## Results and discussion

### Counting and scales

Zr¹⁵⁺ has 25 electrons, and outside 3s² 3p⁶ seven of them fill the 3d shell up to three holes. Three holes in ten spin orbitals give $\binom{10}{3}=120$ states, which form eight LS terms (⁴F, ⁴P, ²G, ²H, ²P, ²F and ²D twice) and 19 levels. Sorted by the total angular momentum $J$ there are 2, 5, 5, 3, 3 and 1 levels for $J=1/2$ to $11/2$, and the table of the relativistic CI run contains exactly these.

Three energy scales are worth remembering for an ion of this charge. Spin-orbit coupling sets a scale of 1 eV, the repulsion among the d electrons spreads the terms over about 20 eV, and lifting a 3p electron into 3d costs about 140 eV. The lifetimes follow the parity rule: milliseconds up to a quarter of a second inside 3d⁷, where electric dipole (E1) decay is forbidden, and tens of picoseconds for the odd levels of 3p⁵ 3d⁸. Repulsion integrals go as the inverse size of the shell, hence as a screened charge $Z^*$, while the spin-orbit constant goes as $Z^{*4}$. At this charge the fine structure has grown to a sizeable part of the term spacings, which decides how far a hand estimate can go.

Zr15+ levels from radial Dirac CI 1: relativistic CI over seven configurations outside a closed [Ne] core, with Dirac orbitals in exchange-only KLI potentials, Breit and model QED terms, valence Slater integrals scaled by 0.9 and a P86 correlation estimate. Energies are relative to the lowest level, and lifetimes include E1, M1, E2, M2 and E3 decays among these configurations.

```tsv
level configuration	level term	J	level energy (eV)	weight of the leading LS term (%)	weight of the leading jj term (%)	level radiative lifetime (s)
3s2 3p6 3d7	4F	9/2	0	93	72	n/a
3s2 3p6 3d7	4F	7/2	1.993	98	89	0.007454
3s2 3p6 3d7	4F	5/2	2.939	91	49	0.04335
3s2 3p6 3d7	4F	3/2	3.466	82	37	0.2422
3s2 3p6 3d7	4P	3/2	5.493	46	60	0.01612
3s2 3p6 3d7	4P	5/2	6.283	90	54	0.01197
3s2 3p6 3d7	2G	9/2	6.473	77	62	0.002920
3s2 3p6 3d7	4P	1/2	7.197	70	94	0.01025
3s2 3p6 3d7	2G	7/2	8.218	95	58	0.004944
3s2 3p6 3d7	4P	3/2	8.875	46	66	0.001918
3s2 3p6 3d7	2H	11/2	8.937	100	100	0.04031
3s2 3p6 3d7	2D	5/2	9.304	84	50	0.001170
3s2 3p6 3d7	2P	1/2	10.143	70	94	0.003594
3s2 3p6 3d7	2H	9/2	10.965	83	88	0.003308
3s2 3p6 3d7	2D	3/2	12.500	61	72	0.001082
3s2 3p6 3d7	2F	5/2	13.739	95	69	0.004601
3s2 3p6 3d7	2F	7/2	14.758	97	53	0.002539
3s2 3p6 3d7	2D	3/2	20.659	99	83	0.0008370
3s2 3p6 3d7	2D	5/2	21.796	95	78	0.0007083
3s2 3p5 3d8	4Go	11/2	137.85	100	85	3.508e-11
3s2 3p5 3d8	4Go	9/2	142.18	89	86	1.749e-11
3s2 3p5 3d8	2Fo	7/2	142.36	65	65	1.791e-11
3s2 3p5 3d8	2Do	5/2	142.99	52	82	1.160e-11
3s2 3p5 3d8	4Do	7/2	146.78	37	53	9.168e-12
3s2 3p5 3d8	4Go	5/2	147.32	37	52	9.765e-12
```

The term label ${}^{2S+1}L$ names the largest LS component of a level (o marks odd parity), and the two weight columns give the share of the largest LS and of the largest jj component.

### The rule and its constants

The rule of thumb is the LS picture with spin-orbit coupling to first order,

$$E = E_0 + E_{\rm term}(B,C) + k\zeta,\qquad k=-\tfrac{a}{2}\,[J(J+1)-L(L+1)-S(S+1)].$$

$B$ and $C$ are the Racah parameters, $\zeta$ is the 3d spin-orbit constant and $E_0$ the position of ⁴F without fine structure. Above ⁴F the terms lie at $15B$ (⁴P), $4B+3C$ (²G), $9B+3C$ (²H and ²P), $24B+3C$ (²F) and $20B+5C\mp\sqrt{193B^2+8BC+4C^2}$ (the two ²D). The factor $a$ is that of d³: 1/3 for ⁴F and ⁴P, 3/10 for ²G, 1/5 for ²H, 2/3 for ²P, −1/6 for ²F, and about 0.59 and −0.25 for the lower and upper ²D. The minus sign in $k$ is the hole sign. It predicts inverted multiplets for ⁴F, ²G, ²H and the lower ²D and normal order for ²F and the upper ²D, and the table agrees in all six. It fails for ⁴P, where $J=3/2$ lies below $J=5/2$.

Without any table, Slater's screening rules give $Z^*=40-18-6\times0.35=19.9$. Hydrogenic 3d functions then give $C/B=3.98$, $B=0.288$ eV after the factor 0.9 that the calculation applies to its valence Slater integrals, and $\zeta=\alpha_{\rm fs}^2Z^{*4}E_h/[2n^3l(l+\frac12)(l+1)]=0.281$ eV, with $\alpha_{\rm fs}$ the fine-structure constant and $E_h$ the hartree.

With the level energies at hand, a trace argument gives the constants directly. Spin-orbit coupling mixes only levels of the same $J$, and mixing leaves the sum of their energies unchanged. The $J=7/2$ and $9/2$ sets have three levels each and equal amounts of $C$, and so do the five levels each of $J=5/2$ and $3/2$. With $\Sigma_J$ the sum of energies for one $J$,

$$\Sigma_{7/2}-\Sigma_{9/2}=15B+2.5\zeta=7.531\ \text{eV},\qquad \Sigma_{5/2}-\Sigma_{3/2}=15B-2.5\zeta=3.068\ \text{eV}.$$

Hence $B=10.599/30=0.353$ eV and $\zeta=4.463/5=0.893$ eV. Rounding the hydrogenic ratio to $C=4B$ gives 1.413 eV. The single $J=11/2$ level cannot mix within 3d⁷ and fixes $E_0=8.937-7.419+0.446=1.964$ eV, so that row is a calibration and tests nothing.

The screened estimate of $B$ is 18% below this value, usable for a first guess, while that of $\zeta$ is too small by a factor of at least three. The spin-orbit operator weights $1/r^3$, the inner part of the orbital where the 3s and 3p shells screen far less than Slater's rules assume, and the fourth power amplifies the error: the charge needed is 27 or more, not 20.

### Two rows worked

For ²F 7/2, which is 97% pure, $E_{\rm term}=24B+3C=36B=12.719$ eV. The bracket in $k$ is $15.75-12-0.75=3$, so $k=+0.25$ and $E=1.964+12.719+0.223=14.906$ eV. The table has 14.758 eV, an error of +0.15 eV or 1% of the level energy. The row entered the constants only as one of three energies in $\Sigma_{7/2}$.

For ⁴P 3/2, $E_{\rm term}=15B=5.300$ eV and $k=+1/3$, so $E=1.964+5.300+0.298=7.56$ eV. The second level with $J=3/2$ lies at 5.493 eV, and the error of 2.07 eV is the worst in the table. This row too entered through a sum only, and a sum is blind to the cause of the failure. The rule places ⁴P 3/2 and ²P 3/2 just 1.5 eV apart, no more than the eV-sized spin-orbit element that couples them, with the lower ²D 3/2 close above. The weight column shows the outcome: two levels, at 5.493 and 8.875 eV, are each 46% ⁴P, and the ²P character is spread so widely that it leads in neither. Levels were therefore paired with the rule by rank within each $J$ and not by label.

### Accuracy and the role of mixing

Over the 19 rows the rule has an rms error of 0.79 eV against the table, on a span of 21.8 eV; the row-by-row errors are in the output that follows. Refitting all four constants by least squares only lowers this to 0.59 eV, so most of the error lies in the form of the rule. The ten rows with an LS weight of 90% or more have 0.51 eV (the calibration row included), the other nine 1.01 eV. In six rows the jj weight exceeds the LS weight, and three of the four errors above 1 eV are among them. The rule orders terms that are several eV apart, but it reverses close neighbours such as ²P 1/2 and ²H 9/2, or the pair at 8.875 and 8.937 eV.

Levels of equal $J$ repel, so mixing lowers the lowest and raises the highest of each set. Diagonalising the full spin-orbit matrix with unchanged constants does this in all five sets, and brings the rms error to 0.48 eV, or to 0.20 eV once the four constants are refitted to the 19 rows. The weights allow the push to be estimated by hand: in a two-level problem the lower level drops by the admixed fraction times the final gap. The ground level has 7% foreign character and its nearest partner, ²G 9/2, lies 6.5 eV higher, which gives about 0.45 eV. This is why the Landé rule fails. Scaled to the first ⁴F interval of 1.993 eV it predicts 1.550 and 1.107 eV, against 0.946 and 0.527 eV in the table. The first interval is widened because the ground level is pushed down more than the 98% pure 7/2 level, and the later ones are squeezed because 5/2 (91%) and 3/2 (82%) are pushed down increasingly by the terms just above.

The two $J=1/2$ levels were not used for the constants and form an exact 2×2 problem within 3d⁷, with coupling $V=1.247\zeta$. The rule gives a first-order gap of 1.971 eV and a mixed gap $\sqrt{1.971^2+4V^2}=2.974$ eV, against 2.946 eV in the table. That agreement is partly a cancellation. These numbers imply a leading weight of $(1+1.971/2.974)/2=83\%$, whereas both rows show 70%. Read backwards, the table gives $V=\sqrt{0.7\times0.3}\times2.946=1.35$ eV and $\zeta=1.35/1.247=1.08$ eV, provided the two terms make up the whole of both levels. The sum value of $\zeta$ is thus some 17% too low, offset here by too large a first-order gap, and the refits with mixing (1.04 and 1.09 eV) side with the larger value. With it, the first ⁴F interval becomes $1.5\times1.08+0.45-0.02\times6.2=1.95$ eV, close to 1.993 eV, where the plain rule gave 1.339 eV.

### What mixing does not repair

High purity does not guarantee a small error. The upper ²D 3/2 is 99% pure, yet the rule is 1.10 eV too high, and mixing makes it slightly worse. Here the term energy itself is off. This term carries the most $C$, so the hydrogenic guess $C=4B$ is a natural suspect. Yet the mixed refit cuts the error to at most 0.42 eV with $C/B=1.334/0.332=4.02$, almost the same ratio, so the guess alone is not to blame. A third sum relation also shows that more than $C$ is involved: $\Sigma_{11/2}+\Sigma_{1/2}-\Sigma_{9/2}=20B+2.5\zeta$ contains neither $C$ nor $E_0$, and gives 9.30 eV by the rule and 8.84 eV in the table.

Adding a term $\alpha L(L+1)$ to the mixed model and refitting five constants to the 19 rows brings the rms error to 0.04 eV with $\alpha=0.030$ eV, still far above the 0.0005 eV rounding of the energies. Such a term also accounts for the low $\zeta$. The values of $L(L+1)$ add $-18\alpha$ to the first sum difference and $+10\alpha$ to the second, so $\zeta=0.893+28\alpha/5=1.06$ eV. An $L(L+1)$ term is the standard stand-in for mixing with distant even configurations, such as 3p⁴ 3d⁹ in this run, and the orbit-orbit part of the Breit interaction has a similar form. Which of them is at work here has not been tested. $B$, $C$, $E_0$ and $\alpha$ trade against each other ($C$ ranges from 1.2 to 1.6 eV between fits) and contain the empirical 0.9, so they are working constants and not properties of the ion. All errors are measured against this calculation, not against spectra.

### Lifetimes

Inside one term, magnetic dipole (M1) decay needs no radial integral, because the operator $\mathbf L+2\mathbf S$ acts on angles and spin only. The rate from a level $J_u$ is

$$A=14.15\ {\rm s^{-1}}\left(\frac{\Delta E}{\rm eV}\right)^3\frac{\mathcal S}{2J_u+1},\qquad \mathcal S=\frac{[J_>^2-(L-S)^2][(L+S+1)^2-J_>^2]}{4J_>},$$

with $J_>$ the larger of the two $J$ values. For ⁴F 7/2 → 9/2, $\mathcal S=18\times10/18=10$ and $A=14.15\times1.993^3\times10/8=140$ s⁻¹, a lifetime of 7.14 ms against 7.45 ms, with nothing fitted. For ⁴F 5/2 and 3/2 the estimate falls 10% and 17% short of the table. The shortfall grows as the LS weight falls (98, 91, 82%), which fits a line strength diluted by mixing, though three rows only suggest this. The 0.24 s of ⁴F 3/2 is an energy effect: $(1.993/0.527)^3=54$, halved by the angular factor to 28, against a ratio of 32 in the table. The cube also marks the limit. The energy must be the mixed one, since the first-order 1.339 eV would lengthen the 7/2 lifetime by $(1.993/1.339)^3=3.3$.

For ²G 7/2 and ²H 9/2 the in-term estimate is nearly five times too long, so about four fifths of the rate must run through other channels. Theory points to M1 decay into other terms through the mixing, with some electric quadrupole decay. A drop of 8.2 eV from ²G 7/2 to the ground level has about a hundred times the $\Delta E^3$ of the 1.745 eV in-term step, and a few per cent of admixture is then enough to dominate. This is an order-of-magnitude argument and the split between channels is untested. As a practical guide, the formula serves the ground multiplet to within 20%. Higher up it should not be relied on, since other channels add to the rate while mixing dilutes the in-term line strength. ²H 11/2, with no partner of its own term below it, lives 40 ms, the longest of the doublets.

### Range of the rule

The six odd rows lie outside the rule, since they need 3p–3d integrals and the larger 3p spin-orbit constant; ⁴D° 7/2 and ⁴G° 5/2 are only 37% of their named term. Their lifetimes of 9 to 35 ps are at least seven orders of magnitude below those of 3d⁷. An E1 rate per unit line strength exceeds an M1 rate by $4/\alpha_{\rm fs}^2\approx10^5$, and the step from a few eV to about 140 eV adds a similar factor through the cube, more than enough for the gap seen. The offset of 116 eV above the top 3d⁷ level is less secure than the splittings inside 3d⁷. Each configuration has its own orbitals, and the overlaps between these sets are neglected. The configuration list is truncated and 3p⁵ 3d⁸ is its only odd member, so these levels gain nothing from configuration mixing while 3d⁷ does, and the correlation estimate added per configuration shifts this gap while leaving the diagonal splittings within a configuration alone.

For neighbouring ions with 25 electrons the scaling laws give the direction, though a single ion cannot test them. One more unit of nuclear charge raises $B$ by roughly 4% and $\zeta$ by roughly 15%, so the mixing elements outgrow the term spacings, LS weights should fall further where terms of equal $J$ lie close together, as for $J=1/2$ and the lower $J=3/2$ levels, and the ⁴F 7/2 lifetime shortens roughly as $Z^{*-12}$. Those of ⁴F 5/2 and 3/2 should shorten more slowly, because growing mixing squeezes their intervals further. Towards lower charge the first-order rule improves in its fine structure, while the error in the term energies remains. The range ends near the neutral atom, where configurations with 4s electrons come down to the energies of 3d⁷ and mix with it.

Printed output of the fit:

```
sums by J (eV): 1/2: 17.340, 3/2: 50.993, 5/2: 54.061, 7/2: 24.969, 9/2: 17.438, 11/2: 8.937
15B+2.5z = 7.531, 15B-2.5z = 3.068 eV; check 20B+2.5z: rule 9.297, table 8.839
hand constants (eV): B 0.353, C=4B 1.413, zeta 0.893, E0 1.964; zeta/B 2.53
hydrogenic 3d: C/B 3.98; Z*=19.9 gives 0.9B 0.288, zeta 0.281 eV; Z* implied by B 24.4, by zeta 26.6
label J  LS% | table | rule: term, term eV, k, E, error | error mixed | error mixed refit+alpha (eV; table rounding 0.0005)
4F  9/2  93 |  0.000 | 4F -0.000 -1.500  0.625 +0.63 | +0.32 | +0.05
4F  7/2  98 |  1.993 | 4F -0.000 +0.000  1.964 -0.03 | -0.12 | +0.00
4F  5/2  91 |  2.939 | 4F  0.000 +1.167  3.005 +0.07 | -0.20 | -0.03
4F  3/2  82 |  3.466 | 4F  0.000 +2.000  3.749 +0.28 | -0.21 | -0.04
4P  3/2  46 |  5.493 | 4P  5.300 +0.333  7.561 +2.07 | +0.77 | +0.04
4P  5/2  90 |  6.283 | 4P  5.299 -0.500  6.817 +0.53 | +0.30 | -0.06
2G  9/2  77 |  6.473 | 2G  5.653 -0.600  7.081 +0.61 | +0.27 | -0.01
4P  1/2  70 |  7.197 | 4P  5.299 +0.833  8.007 +0.81 | +0.31 | +0.02
2G  7/2  95 |  8.218 | 2G  5.653 +0.750  8.286 +0.07 | +0.02 | -0.03
4P  3/2  46 |  8.875 | 2P  7.419 -0.333  9.086 +0.21 | +0.27 | -0.01
2H 11/2 100 |  8.937 | 2H  7.419 -0.500  8.937 +0.00 | +0.00 | +0.04
2D  5/2  84 |  9.304 | 2D  8.126 -0.588  9.565 +0.26 | +0.58 | -0.04
2P  1/2  70 | 10.143 | 2P  7.419 +0.667  9.978 -0.16 | +0.34 | +0.10
2H  9/2  83 | 10.965 | 2H  7.419 +0.600  9.919 -1.05 | -0.40 | +0.01
2D  3/2  61 | 12.500 | 2D  8.126 +0.882 10.877 -1.62 | -0.03 | -0.01
2F  5/2  95 | 13.739 | 2F 12.719 -0.333 14.385 +0.65 | +0.48 | -0.05
2F  7/2  97 | 14.758 | 2F 12.719 +0.250 14.906 +0.15 | +0.29 | +0.03
2D  3/2  99 | 20.659 | 2D 20.138 -0.382 21.761 +1.10 | +1.24 | +0.02
2D  5/2  95 | 21.796 | 2D 20.138 +0.255 22.330 +0.53 | +0.87 | -0.02
hand rule: E0,B,C,zeta(,alpha) 1.964 0.353 1.413 0.893; rms 0.79, worst 2.07 eV (row at 5.493)
hand rule, refit: E0,B,C,zeta(,alpha) 1.686 0.307 1.628 1.161; rms 0.59, worst 1.38 eV (row at 12.500)
mixed, hand constants: E0,B,C,zeta(,alpha) 1.964 0.353 1.413 0.893; rms 0.48, worst 1.24 eV (row at 20.659)
mixed, refit: E0,B,C,zeta(,alpha) 2.097 0.332 1.334 1.043; rms 0.20, worst 0.42 eV (row at 10.965)
mixed, refit+alpha: E0,B,C,zeta(,alpha) 2.133 0.354 1.222 1.085 0.030; rms 0.04, worst 0.10 eV (row at 10.143)
hand rule rms: LS weight >=90%: 0.51 eV (10 rows); below: 1.01 eV (9 rows)
J=1/2 gap (eV): first order 1.971, coupling 1.247 zeta, two-level 2.974, table 2.946
4F intervals (eV): table 1.993 0.946 0.527; J*zeta/3 1.339 1.041 0.744; Lande from first 1.550 1.107
M1 rate = 14.15 /s * (dE/eV)^3 * S/(2J+1)
4F 7/2 -> 9/2: dE 1.993 eV, S 10.00, rule 7.14 ms, table 7.45 ms, ratio 0.96
4F 5/2 -> 7/2: dE 0.946 eV, S 12.86, rule 38.95 ms, table 43.35 ms, ratio 0.90
4F 3/2 -> 5/2: dE 0.527 eV, S 9.60, rule 201.15 ms, table 242.20 ms, ratio 0.83
2G 7/2 -> 9/2: dE 1.745 eV, S 4.44, rule 23.94 ms, table 4.94 ms, ratio 4.84
2H 9/2 -> 11/2: dE 2.028 eV, S 5.45, rule 15.53 ms, table 3.31 ms, ratio 4.69
3p5 3d8 (no estimate from this rule): starts 116.05 eV above top 3d7 level; lifetimes 9.2-35.1 ps; 3d7 0.71-242 ms
```
